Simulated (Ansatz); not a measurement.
Redistribution: C2H9ClSi2 + C2H6OSi → C2H10OSi2 + C2H5ClSi

Species: C2H9ClSi2 `C[SiH2]C[SiH2]Cl`, singlet; C2H6OSi `C=C[SiH2]O`, singlet; C2H10OSi2 `C[SiH2]C[SiH2]O`, singlet; C2H5ClSi `C=C[SiH2]Cl`, singlet. The partners trade Cl for OH; both sit on Si, so the bond types are kept.

Shapes, held fixed at every level: PBE0-D4/def2-TZVP. Flexible molecules stand in one conformer, not always the lowest. Programs: Ansatz 0.2.0. Electronic energies: no zero-point or thermal term.

```json
{"level": "HF/def2-TZVPP", "kind": "Hartree–Fock", "ΔE (kJ/mol)": "+3.1", "less CCSD(T)/CBS estimate": "+1.7"}
{"level": "PBE-D4/def2-TZVPP", "kind": "GGA", "ΔE (kJ/mol)": "+1.8", "less CCSD(T)/CBS estimate": "+0.4"}
{"level": "wB97M-V/def2-TZVPP", "kind": "range-separated hybrid", "ΔE (kJ/mol)": "+1.7", "less CCSD(T)/CBS estimate": "+0.3"}
{"level": "wB97X-V/def2-TZVPP", "kind": "range-separated hybrid", "ΔE (kJ/mol)": "+1.9", "less CCSD(T)/CBS estimate": "+0.5"}
{"level": "B2PLYP/def2-TZVPP", "kind": "double hybrid", "ΔE (kJ/mol)": "+2.2", "less CCSD(T)/CBS estimate": "+0.8"}
{"level": "MP2/def2-TZVPP", "kind": "perturbation theory", "ΔE (kJ/mol)": "+1.4", "less CCSD(T)/CBS estimate": "0.0"}
{"level": "CCSD(T)/def2-TZVPP", "kind": "coupled cluster or CI", "ΔE (kJ/mol)": "+1.9", "less CCSD(T)/CBS estimate": "+0.5"}
{"level": "CCSD(T)/CBS estimate", "kind": "coupled cluster or CI", "ΔE (kJ/mol)": "+1.4", "less CCSD(T)/CBS estimate": "0.0"}
```

The highest level, CCSD(T)/CBS estimate, gives ΔE = +1.4 kJ/mol; the levels span +1.4 to +3.1. That is about zero within the method's error. The column of differences is taken from that level and isn't an error. No measured value is set beside it here. The CBS estimate extrapolates MP2 from def2-TZVPP and def2-QZVPP and adds CCSD(T) − MP2 in the triple-zeta set, cores frozen.

The exchange is close to thermoneutral because each side has one Si–Cl and one Si–O bond, and silicon keeps the same number of hydrogens and one carbon neighbour throughout. The large difference in strength between the two polar bonds therefore cancels, leaving only the different response of Cl and OH to a vinyl or a silylmethyl group. That response is evidently weak, and the small positive values don't establish a real preference for OH on the vinylsilane.

Hartree–Fock gives the largest value, +3.1 kJ/mol, against +1.9 for CCSD(T) in the same basis, so correlation slightly favours the products. This probably reflects small differences in intramolecular dispersion and in the polarisation around silicon, which the total energies can't separate. The match between MP2/def2-TZVPP and the CBS estimate is a cancellation: correlation beyond MP2 raises the energy by about as much as enlarging the basis lowers it. The near-zero balance says nothing about how easily Cl and OH exchange, since that depends on the barrier.
